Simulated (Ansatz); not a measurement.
# A series in volume scale on Pd

Results calculated with Ansatz 0.2.0, not measured. Free energy against uniform scaling of the volume at fixed shape and fractions; periodic cell, basis, potentials, k mesh and filling as listed.

The cell before it is scaled or strained (space group P6_3/mmc, No. 194):
```
cell vectors (Å)
   2.7626     0.0000     0.0000
  -1.3813     2.3924     0.0000
   0.0000     0.0000     9.1184
atoms (fractions of the cell vectors)
Pd  0.00000  0.00000  0.00000
Pd  0.33333  0.66667  0.25000
Pd  0.00000  0.00000  0.50000
Pd  0.66667  0.33333  0.75000
```

Settings of every row: functional PBEsol; dispersion none; potentials PAW; wave cutoff 510 eV; density cutoff 2040 eV; k mesh 10x10x3; k shift 0x0x0; occupations methfessel paxton; smearing width 0.1 eV; spin none.

Limits: coarse k mesh, up to 40 meV an atom off; the cell comes from a prototype or a list of computed structures and needn't be the stable phase.

```csv
row,volume scale,V (Å³/atom),pressure (GPa),energy above lowest point (meV/atom)
1,0.92,13.861,11.61,23.9
2,0.9467,14.263,4.57,3.9
3,0.9733,14.664,-1.33,0
4,1,15.066,?,?
5,1.0267,15.469,-10.38,30.7
6,1.0533,15.869,-13.77,61.1
7,1.08,16.272,-16.59,99.3
```

Question: what pressure and energy above lowest point should row 4 give?

Worked fit of pressure. Take u = (V_r/V)^(2/3) − 1 with V_r = 15.066 Å³ an atom, which is twice the finite (Eulerian) strain; such expansions in the strain, on which the Birch-Murnaghan equation of state is built, carry the rest volume and the bulk modulus. The shown rows have u = 0.05715, 0.03719, 0.01819, -0.01744, -0.03403, -0.05004. Least squares give pressure = −6.261 + 253.03 × u + 984.4 × u² + 1050 × u³ GPa; a parabola predicts inner rows, each left out in turn, worse (root mean square 0.057 against 0.0072 GPa). The rows lie off it by 0.00, 0.01, 0.00, 0.00, 0.00, 0.00. The pressure vanishes at u = 0.0227, or V = 14.57 Å³ an atom, and there the bulk modulus at fixed shape and fractions is B = −V dP/dV = (2/3)(1 + u) dP/du = 204 GPa. Letting shape and atoms relax would as a rule lower it, by much in layered, chain or molecular crystals. The withheld row has u = 0, so the fit gives −6.261 + 253.03 × (0) + 984.4 × (0)² + 1050 × (0)³ = -6.26 GPa.

The calculation gave -6.26 GPa. The fit meets it to the printed digit.

Worked fit of energy above lowest point. Take u = (V_r/V)^(2/3) − 1 with V_r = 15.066 Å³ an atom, which is twice the finite (Eulerian) strain; such expansions in the strain, on which the Birch-Murnaghan equation of state is built, carry the rest volume and the bulk modulus. The shown rows have u = 0.05715, 0.03719, 0.01819, -0.01744, -0.03403, -0.05004. Least squares give energy above lowest point = 9.7 − 881.4 × u + 18924 × u² + 14889 × u³ meV/atom; a parabola predicts inner rows, each left out in turn, worse (root mean square 0.79 against 0.1 meV/atom). The rows lie off it by 0.0, 0.0, 0.0, 0.0, 0.1, 0.0. Its lowest point lies at u = 0.0227, or V = 14.57 Å³ an atom, and the curvature there gives the bulk modulus at fixed shape and fractions, B = (4/9)(1 + u)² E″(u)/V = 204 GPa. Letting shape and atoms relax would as a rule lower it, by much in layered, chain or molecular crystals. The withheld row has u = 0, so the fit gives 9.7 − 881.4 × (0) + 18924 × (0)² + 14889 × (0)³ = 9.7 meV/atom.

The calculation gave 9.7 meV/atom. The fit meets it to the printed digit.
